## Impulsive stimulated Raman excitation and the optical Kerr effect spectrum

A light pulse shorter than a vibrational period exerts a sudden force on every Raman-active coordinate and leaves it oscillating coherently. A delayed probe sees the oscillation as a transient birefringence. This section derives the amplitude launched by a Gaussian pulse, the heterodyne Kerr signal, and the link between that signal and the spontaneous Raman spectrum, for the zone-centre optical phonon of diamond.

### Premises and conventions

SI units are used, Fourier transforms are $\tilde f(\omega)=\int f(t)e^{i\omega t}dt$, and intensity $I$ and fluence $F$ refer to the inside of the sample.

1. The light is far from electronic resonance, so the optical susceptibility $\chi_{ij}$ is real, symmetric and a function of the instantaneous nuclear positions (Placzek's approximation).
2. The response is linear in pump intensity. For the explicit amplitude the mode is also harmonic, with frequency $\omega_0$ and amplitude damping rate $\Gamma$.
3. Pump and probe are nearly collinear plane waves along $z=[001]$ in a plate of thickness $L$ with one refractive index $n$. Dispersion, depletion and internal reflections are neglected.
4. Optical wavevectors are small on the scale of the Brillouin zone, so the driven phonon is taken at $q=0$.

### The Raman force

The primitive cell has volume $V_c=a_c^3/4$ and two atoms of mass $M$. The optical coordinate is the relative displacement $\mathbf u=\mathbf u_1-\mathbf u_2$, with reduced mass $\mu=M/2$. Inversion through a bond centre reverses the displacements and exchanges the atoms, so $\mathbf u$ is even. The triplet has $T_{2g}$ symmetry, carries no dipole and has no LO-TO splitting. Under the site group $T_d$ it is a polar vector, and the only invariant third-rank tensor has indices $xyz$ in any order:

$$\Delta\chi_{xy}=\chi' u_z,\quad \Delta\chi_{yz}=\chi' u_x,\quad \Delta\chi_{zx}=\chi' u_y,\qquad \chi'=\frac{4\pi a_R}{V_c}.$$

The last relation defines the Raman polarisability $a_R$, an area usually quoted in Å$^2$.

The Lagrangian density $\tfrac12\epsilon_0(\delta_{ij}+\chi_{ij})E_iE_j-B^2/2\mu_0$ gives Maxwell's equations with $D_i=\epsilon_0(\delta_{ij}+\chi_{ij})E_j$. Varying it with respect to $\mathbf u$ gives the force on the lattice, so the coupling energy per cell is $-\tfrac12\epsilon_0V_c\Delta\chi_{ij}E_iE_j$. Both $\chi$ and $E$ are macroscopic, and local-field effects are contained in $a_R$. For a pump polarised at angle $\theta$ to $[100]$, $E_xE_y=\tfrac12E^2\sin2\theta$ and $E_z=0$. The terms $xy$ and $yx$ both contribute, and only $u\equiv u_z$ is driven:

$$\mu\left(\ddot u+2\Gamma\dot u+\omega_0^2u\right)=\epsilon_0V_c\chi'E_xE_y=\tfrac12\epsilon_0V_c\chi'E^2\sin2\theta .$$

The square $E^2$ has a slowly varying part and a part near twice the laser frequency $\omega_L$. The second part has negligible spectral weight at $\omega_0$ and is dropped. The Poynting flux gives the cycle average $\overline{E^2}=I/(n\epsilon_0c)$. For $\theta=45^\circ$, a pump along $[110]$, the force per cell is

$$f(t)=\frac{V_c\chi'}{2nc}I(t)=\frac{2\pi a_R}{nc}I(t).$$

A pump along $[100]$ exerts no force on the mode.

### Amplitude after a Gaussian pulse

The retarded Green function of the oscillator vanishes for $t<0$ and starts at $t=0$ from zero with slope $1/\mu$. It is $e^{-\Gamma t}\sin(\Omega t)/\mu\Omega$, with $\Omega^2=\omega_0^2-\Gamma^2$. With $s=-\Gamma+i\Omega$ and $I(t)=F\,i(t)$, where $i(t)$ has unit area,

$$u(t)=u_\delta\,\mathrm{Im}\left[e^{st}\int_{-\infty}^{t}i(t')e^{-st'}dt'\right],\qquad u_\delta=\frac{2\pi a_RF}{nc\mu\Omega}.$$

An infinitely short pulse gives $u_\delta e^{-\Gamma t}\sin\Omega t$. A Gaussian of intensity FWHM $t_p$ is $i(t)=e^{-t^2/2\sigma^2}/\sigma\sqrt{2\pi}$ with $\sigma^2=t_p^2/(8\ln2)$, since $i(t_p/2)=i(0)/2$. Completing the square,

$$-\frac{t'^2}{2\sigma^2}-st'=-\frac{(t'+s\sigma^2)^2}{2\sigma^2}+\frac{s^2\sigma^2}{2},$$

and shifting the integration contour, which an entire and decaying integrand allows, gives

$$u(t)=u_\delta\,\mathrm{Im}\left[e^{st+s^2\sigma^2/2}\,\tfrac12\,\mathrm{erfc}\left(-\frac{t+s\sigma^2}{\sqrt2\sigma}\right)\right].$$

After the pulse $\tfrac12\mathrm{erfc}\to1$. Making that replacement adds the integral from $t$ to $\infty$, whose modulus for $\Gamma\sigma\ll1$ is bounded by the remaining pulse area $\tfrac12\mathrm{erfc}(t/\sqrt2\sigma)$. At $t=1.5\,t_p$ the bound is $2.1\times10^{-4}$ in units of $u_\delta$. With $s^2=\Gamma^2-\Omega^2-2i\Gamma\Omega$ and $\sigma^2/2=t_p^2/(16\ln2)$,

$$u(t)=u_\delta\exp\left[-\frac{(\Omega^2-\Gamma^2)t_p^2}{16\ln2}\right]e^{-\Gamma t}\sin\left(\Omega t-\frac{\Gamma\Omega t_p^2}{8\ln2}\right).$$

For $\Gamma\ll\omega_0$ and $\Gamma\omega_0t_p^2\ll1$ this becomes

$$\boxed{u(t)=\frac{2\pi a_RF}{nc\mu\omega_0}\exp\left(-\frac{\omega_0^2t_p^2}{16\ln2}\right)e^{-\Gamma t}\sin\omega_0t}$$

The Gaussian factor is $\tilde i(\omega_0)$, the spectrum of the intensity envelope at the phonon frequency. Time is counted from the pulse maximum, and the sine phase shows that the pulse delivers momentum and leaves the equilibrium position unchanged. For a totally symmetric mode of a molecule in a dilute gas, with mass-weighted coordinate $Q$ and isotropic derivative $\partial\alpha/\partial Q$, the force is $\tfrac12(\partial\alpha/\partial Q)\overline{E^2}$ and the prefactor becomes $(\partial\alpha/\partial Q)F/(2\epsilon_0c\,\omega_0)$.

### The heterodyne Kerr signal

Let the probe be polarised along $\mathbf e_1$, let $\mathbf e_2\perp\mathbf e_1$ lie in the plate, and let the pump be along $(\mathbf e_1+\mathbf e_2)/\sqrt2$. The pump-induced element $\Delta\chi_{21}$ produces a polarisation $P_2=\epsilon_0\Delta\chi_{21}E_1$. In the wave equation $(\partial_z-\tfrac nc\partial_t)(\partial_z+\tfrac nc\partial_t)E_2=\mu_0\partial_t^2P_2$ the first factor is close to $-\tfrac{2n}{c}\partial_t$ for a forward wave, so in the frame moving with the pulses $\partial_zE_2=-\partial_tP_2/(2n\epsilon_0c)$. With $E_j=\mathrm{Re}[A_je^{-i\omega_{pr}t}]$ and $A_1=A$, the exit face carries

$$A_2=\frac{L}{2nc}\,(i\omega_{pr}-\partial_t)(\Delta\chi_{21}A).$$

An achromatic quarter-wave plate and a polarising prism separate the circular components $|A_1\mp iA_2|^2/2$, whose difference is $2\,\mathrm{Im}(A_1^*A_2)$. The strong field $A_1$ is the local oscillator, and the signal is linear in $\Delta\chi_{21}$. Slow detectors integrate over $t$ and over the whole probe spectrum. With $A=|A|e^{-i\vartheta}$, one integration by parts gives

$$\mathrm{Im}\int A^*(i\omega_{pr}-\partial_t)(\Delta\chi_{21}A)\,dt=\int\Delta\chi_{21}\,(\omega_{pr}+\dot\vartheta)\,|A|^2dt .$$

For an unchirped probe $\dot\vartheta=0$. Define $\Delta n=\Delta\chi_{21}/n$. For the $[110]$ pump, $\mathbf e_1=[100]$, the eigenvalues of $\Delta\chi$ are $\pm\chi'u$ along $[110]$ and $[1\bar10]$, and $\Delta n=\chi'u/n$ is the birefringence $n_\parallel-n_\perp$. The difference signal divided by the sum is the pulse-averaged retardation in radians,

$$S(\tau)=\kappa\int i_{pr}(t-\tau)\,\Delta n(t)\,dt,\qquad\kappa=\frac{\omega_{pr}L}{c}.$$

Linearity in pump intensity means $\Delta n(t)=\int r(t'')I(t-t'')dt''$, with $r(t)=b\,\delta(t)+r_N(t)$. The real constant $b$ is the electronic Kerr term, instantaneous by premise 1, and $r_N$ is the causal nuclear part. Inserting this and doing the $t$ integral first,

$$S(\tau)=\kappa F\int r(t'')\,G(\tau-t'')\,dt'',\qquad G(\tau)=\int i_{pr}(t-\tau)\,i_{pu}(t)\,dt .$$

$G$ is the background-free intensity cross-correlation, with $\tilde G=\tilde i_{pu}\tilde i_{pr}^{\,*}$. For identical pulses it is the autocorrelation, and $\tilde G=|\tilde i|^2$ is real. For Gaussians $\tilde G(\omega)=\exp(-\omega^2t_p^2/8\ln2)$, so the oscillation in $S$ carries the pulse-length factor twice, once for excitation and once for read-out. The convolution theorem gives the deconvolution associated with McMorrow and Lotshaw:

$$D(\omega)\equiv\frac{\tilde S(\omega)}{\kappa F\,\tilde G(\omega)}=b+\tilde r_N(\omega),\qquad \mathrm{Im}\,D=\mathrm{Im}\,\tilde r_N=\int_0^\infty r_N(t)\sin\omega t\,dt .$$

The electronic term is confined to $\mathrm{Re}\,D$. Because $r_N$ is real and causal, $r_N(t)=\frac2\pi\int_0^\infty\mathrm{Im}D\,\sin\omega t\,d\omega$ for $t>0$, so the imaginary part holds the whole nuclear response. For the harmonic mode, $r_N$ is the Green function multiplied by $V_c\chi'/2nc$ and by $\chi'/n$:

$$\tilde r_N(\omega)=\frac{V_c\chi'^2}{2n^2c\mu}\,\frac{1}{\omega_0^2-\omega^2-2i\Gamma\omega}.$$

Its imaginary part is a line of FWHM $2\Gamma$ and height $V_c\chi'^2/(4n^2c\mu\Gamma\omega_0)$ when $\Gamma\ll\omega_0$.

One contribution remains when pump and probe are replicas of one pulse. While they overlap, their interference also drives the lattice, and the resulting grating diffracts pump light into the probe direction. The carrier phases cancel, and the signal is proportional to $\mathrm{Re}\iint g(t)\,r'(t-t')\,g^*(t')\,dt\,dt'$, with $g(t;\tau)=A(t)A^*(t-\tau)$ and a real response $r'$. Since $g(t;-\tau)=g^*(t+\tau;\tau)$, reversing $\tau$ conjugates the double integral, and the real part is even in $\tau$. Its transform is real, $\tilde G$ is real, and this term too is absent from $\mathrm{Im}\,D$.

### Fluctuation-dissipation relation

The harmonic premise is now dropped. Let $\hat\chi_{ij}$ be the susceptibility averaged over a volume $V$, an operator in the nuclear coordinates, and $\hat\Pi=\hat\chi_{21}$. For the pump direction above the coupling is

$$\hat H'=-\tfrac12\epsilon_0V\,\overline{E^2}\left[\hat\Pi+\tfrac12(\hat\chi_{11}+\hat\chi_{22})\right].$$

A rotation by $90^\circ$ about $z$ belongs to the point group of diamond and of an isotropic fluid. It reverses $\hat\Pi$ and preserves $\hat\chi_{11}+\hat\chi_{22}$, so their equilibrium cross-correlation and the mean of $\hat\Pi$ vanish. First-order perturbation theory for the density matrix then gives $\Delta\chi_{21}(t)=\tfrac12\epsilon_0V\int\phi(t-t')\overline{E^2}(t')dt'$, with $\phi(t)=(i/\hbar)\langle[\hat\Pi(t),\hat\Pi(0)]\rangle$ for $t>0$ and zero before. Hence $r_N=V\phi/(2n^2c)$. In eigenstates with populations $p_i$ and $\omega_{fi}=(E_f-E_i)/\hbar$,

$$\langle\hat\Pi(t)\hat\Pi(0)\rangle=\sum_{if}p_i|\Pi_{fi}|^2e^{-i\omega_{fi}t},\qquad \phi(t)=\frac2\hbar\sum_{if}p_i|\Pi_{fi}|^2\sin\omega_{fi}t ,$$

because the reversed product is the complex conjugate. The transform of the correlation function is $C(\omega)=2\pi\sum p_i|\Pi_{fi}|^2\delta(\omega-\omega_{fi})$. Using $\int_0^\infty\sin\omega t\,\sin\omega't\,dt=\tfrac\pi2[\delta(\omega-\omega')-\delta(\omega+\omega')]$ gives $\mathrm{Im}\,\tilde\phi=[C(\omega)-C(-\omega)]/2\hbar$. Exchanging the labels $i$ and $f$ and using $p_f=p_ie^{-\hbar\omega_{fi}/k_BT}$ gives $C(-\omega)=e^{-\hbar\omega/k_BT}C(\omega)$. Therefore

$$\mathrm{Im}\,D(\omega)=\frac{V}{4\hbar n^2c}\left(1-e^{-\hbar\omega/k_BT}\right)C(\omega).$$

### Link to the spontaneous Raman spectrum

Let a laser photon $\omega_L$ polarised along $\mathbf e_1$ scatter into $\omega_s=\omega_L-\omega$ polarised along $\mathbf e_2$. The coupling is $-\epsilon_0V\hat\Pi E_1E_2$, and each mode quantised in $V$ has field amplitude $\sqrt{\hbar\omega_j/2\epsilon_0n^2V}$ per photon. The matrix element has modulus $\hbar\sqrt{\omega_L\omega_s}\,|\Pi_{fi}|/2n^2$, and the golden rule gives the rate into one mode, $w=\omega_L\omega_sC(\omega)/4n^4$. Multiplying by the mode density $Vn^3\omega_s^2/8\pi^3c^3$ per unit frequency and internal solid angle $\Omega_s$, and dividing by the speed $c/n$, gives the fraction of photons scattered per unit length:

$$\frac{d^2\mathcal S}{d\Omega_sd\omega}=\frac{\omega_L\omega_s^3}{32\pi^3c^4}\,V\,C(\omega).$$

Eliminating $VC$ yields a relation of the kind set out by Hellwarth:

$$\boxed{\mathrm{Im}\,D(\omega)=\frac{8\pi^3c^3}{\hbar n^2\omega_L\omega_s^3}\left(1-e^{-\hbar\omega/k_BT}\right)\frac{d^2\mathcal S}{d\Omega_sd\omega}}$$

Here $\omega>0$ is the Stokes shift. The Kerr spectrum is proportional to the crossed-polarisation Raman spectrum after division by $\omega_L\omega_s^3$ and by $\bar n+1=(1-e^{-\hbar\omega/k_BT})^{-1}$, where $\bar n$ is the Bose occupation. A spectrum recorded as power has $\omega_s^4$ in place of $\omega_L\omega_s^3$.

In a fluid, $C$ does not depend on the choice of $\mathbf e_1$ and is the depolarised spectrum. In a crystal the orientation must match. With the pump at $\theta$, the vectors $\mathbf e_1,\mathbf e_2$ lie at $\theta\mp45^\circ$ and $\hat\Pi=\chi'\hat u\sin2\theta$, so the $T_{2g}$ line scales as $\sin^22\theta$ in both experiments. The $[110]$ pump corresponds to scattering $z(xy)\bar z$, where the line is allowed. The $[100]$ pump corresponds to crossed polarisers along $[110]$ and $[1\bar10]$, where it is forbidden.

The harmonic mode tests the factors. The uniform displacement of $N=V/V_c$ cells is an oscillator of mass $N\mu$, with thermally averaged Stokes weight $\hbar(\bar n+1)/2N\mu\omega_0$. Then $V\int C\,d\omega=2\pi V_c\chi'^2\hbar(\bar n+1)/2\mu\omega_0$ over the Stokes line. The thermal factors cancel, and the area under $\mathrm{Im}\,D$ is $\pi V_c\chi'^2/(4n^2c\mu\omega_0)$. The classical $\tilde r_N$ gives the same area, since the imaginary part of its second factor integrates to $\pi/2\omega_0$ for $\Gamma\ll\omega_0$. The coherent amplitude therefore depends on temperature only through $\omega_0$, $\Gamma$ and $a_R$.

The same quantity fixes the steady-state gain. With $N_L$ and $N_s$ photons in the two modes the net stimulated rate is $\omega_L\omega_sN_LN_s[C(\omega)-C(-\omega)]/4n^4$. With $I_L=\hbar\omega_LN_Lc/nV$ and $dN_s/dz=gI_LN_s$, this gives $g=(\omega_s/c)\,\mathrm{Im}\,D$.

### Range of validity

**Transparency.** One- and two-photon absorption must be absent, $2\hbar\omega_L<E_g$ over the pulse spectrum. The electronic third-order susceptibility is then real. For transform-limited pulses the spectral amplitudes are real too, the electronic signal is a sum of terms $\cos\omega\tau$, and it stays out of $\mathrm{Im}\,D$ even if $b$ disperses. Near resonance carriers are created, they shift the equilibrium position, and a cosine component appears in $u(t)$.

**Time zero.** If the delay axis of $S$ is displaced by $\delta$ from that of $G$, then $D\to De^{i\omega\delta}$. The imaginary part acquires a baseline $b\sin\omega\delta$, and the admixed $\mathrm{Re}\,\tilde r_N$ moves the peak by $\Gamma\tan(\omega_0\delta/2)$.

**Dispersion.** After a path $z$ with group-velocity dispersion $k''$, a pulse that was transform-limited at the entrance is still Gaussian in intensity, with $t_p(z)=t_p[1+(4\ln2\,k''z/t_p^2)^2]^{1/2}$. The force follows the intensity, so $t_p(z)$ enters the amplitude, and an external autocorrelation overestimates $\tilde G$. The weight $\omega_{pr}+\dot\vartheta$ displaces the centroid of the probe by $k''z\,\sigma_\omega^2/\omega_{pr}$ in magnitude, because the group delay is $k''z$ times the detuning and the spectral variance is $\sigma_\omega^2=2\ln2/t_p^2$. This acts as a time-zero offset.

**Bandwidth, scan and detection.** Division by $\tilde G$ amplifies noise by $1/\tilde G(\omega)$. A scan truncated at delay $T_s$ lowers the peak by the fraction $e^{-\Gamma T_s}$. Spectrally filtered detection adds terms in $\partial_t\Delta n$ and spoils the convolution form.

**Linearity.** The retardation, the energy lost by the pump and the ratio of $u$ to the bond length must be small.

### Numerical illustration: diamond

The compiled zone-centre frequency is 1332 cm$^{-1}$ (arXiv:cond-mat/0412643). This is 39.93 THz, $\omega_0=2.509\times10^{14}$ s$^{-1}$, a period of 25.04 fs and a quantum of 0.165 eV. The compiled dielectric constants are 5.7 at high frequency (Skelton 2020) and 5.7 in the static limit (Ioffe Institute), equal as expected for a lattice without infrared-active phonons, and $n=\sqrt{5.7}=2.387$ is used. The compiled gap is 5.48 eV (Chen 2018). Approximate inputs are $a_c=3.567$ Å and $M=12.011$ u, which give $V_c=11.35$ Å$^3$ and $\mu=9.972\times10^{-27}$ kg. Typical inputs are $a_R\approx4$ Å$^2$, a linewidth of 1.5 cm$^{-1}$ FWHM and $k''\approx175$ fs$^2$/mm at 800 nm, and $b=1\times10^{-19}$ m$^2$/W is illustrative. They give $\chi'=4.43$ Å$^{-1}$ and $1/\Gamma=7.1$ ps.

| $t_p$ (fs) | $\tilde i(\omega_0)$ | $\tilde G(\omega_0)$ |
|---|---|---|
| 5 | 0.868 | 0.753 |
| 8 | 0.695 | 0.484 |
| 10 | 0.567 | 0.321 |
| 15 | 0.279 | 0.0777 |
| 25 | 0.0288 | 0.00083 |

A pulse as long as the period leaves under a thousandth of the limiting signal, whereas 10 fs retains about a third.

Take $t_p=8$ fs at 800 nm, $F=1$ mJ/cm$^2$, $L=20\ \mu$m and a $[110]$ pump. The peak intensity $F/\sigma\sqrt{2\pi}$ is 0.117 TW/cm$^2$. The model gives $u_\delta=1.40$ fm and, with the exponent $\omega_0^2t_p^2/16\ln2=0.363$, an amplitude $u_0=0.98$ fm. The birefringence amplitude is $\chi'u_0/n=1.8\times10^{-5}$. With $\kappa=157$ and the read-out factor 0.695, the oscillation in $S$ starts at 2.0 mrad, beside an electronic peak $\kappa bF\,G(0)$ of 13 mrad. After deconvolution the line has height $9.2\times10^{-18}$ m$^2$/W, and the static nuclear response, smaller by $2\Gamma/\omega_0$, is $1.0\times10^{-20}$ m$^2$/W. At 300 K, $\hbar\omega_0/k_BT=6.39$ and the thermal factor is 0.9983, against 0.21 at 50 cm$^{-1}$. For a 532 nm laser $\omega_s^3$ falls to 0.80 of its value at zero shift, so at this line it is the larger correction.

The neglected terms have these sizes.

- Damping shifts the phase by $4.1\times10^{-4}$ rad. The $2\omega_L$ part of the force has weight $\exp[-(2\omega_L-\omega_0)^2\sigma^2/2]$ at $\omega_0$, with an exponent near $-115$.
- Two photons of 1.55 eV fall 2.38 eV short of the gap, far more than the transform-limited bandwidth of 0.23 eV FWHM.
- The backscattering wavevector $2n\omega_L/c$ at 532 nm is 0.3 per cent of $2\pi/a_c$.
- The energy $\tfrac12\mu\omega_0^2u_0^2$ amounts to $1.1\times10^{-8}$ phonons per cell and takes a fraction $5\times10^{-5}$ of the pump fluence. The amplitude is $6\times10^{-6}$ of the bond length $\sqrt3a_c/4$.
- Dispersion stretches the pulse to 8.09 fs at the exit, lowers the amplitude there by 0.8 per cent and offsets time zero by 0.03 fs. After 200 $\mu$m the pulse lasts 14.5 fs and the factor 0.695 has dropped to 0.30, so the thin-plate premise fails.
- An offset $\delta=0.1$ fs is a phase of 0.025 rad. The electronic baseline is $2.5\times10^{-21}$ m$^2$/W, or $2.7\times10^{-4}$ of the peak, and the peak moves by 0.009 cm$^{-1}$. A weak broad feature of that height could not be trusted.
- A 20 ps scan lowers the peak by 6 per cent.

The absolute numbers are the model's and rest on $a_R$, linearly for $u_0$ and quadratically for the signal. The same inputs give a steady-state gain of 4.7 cm/GW for a 1064 nm pump. A value near 10 cm/GW is typical for diamond at that wavelength, so the model's Kerr oscillation and line height are probably low by about a factor of two, and its displacement by a factor of about 1.5 if the linewidth is kept. The pulse-length and thermal factors do not depend on $a_R$.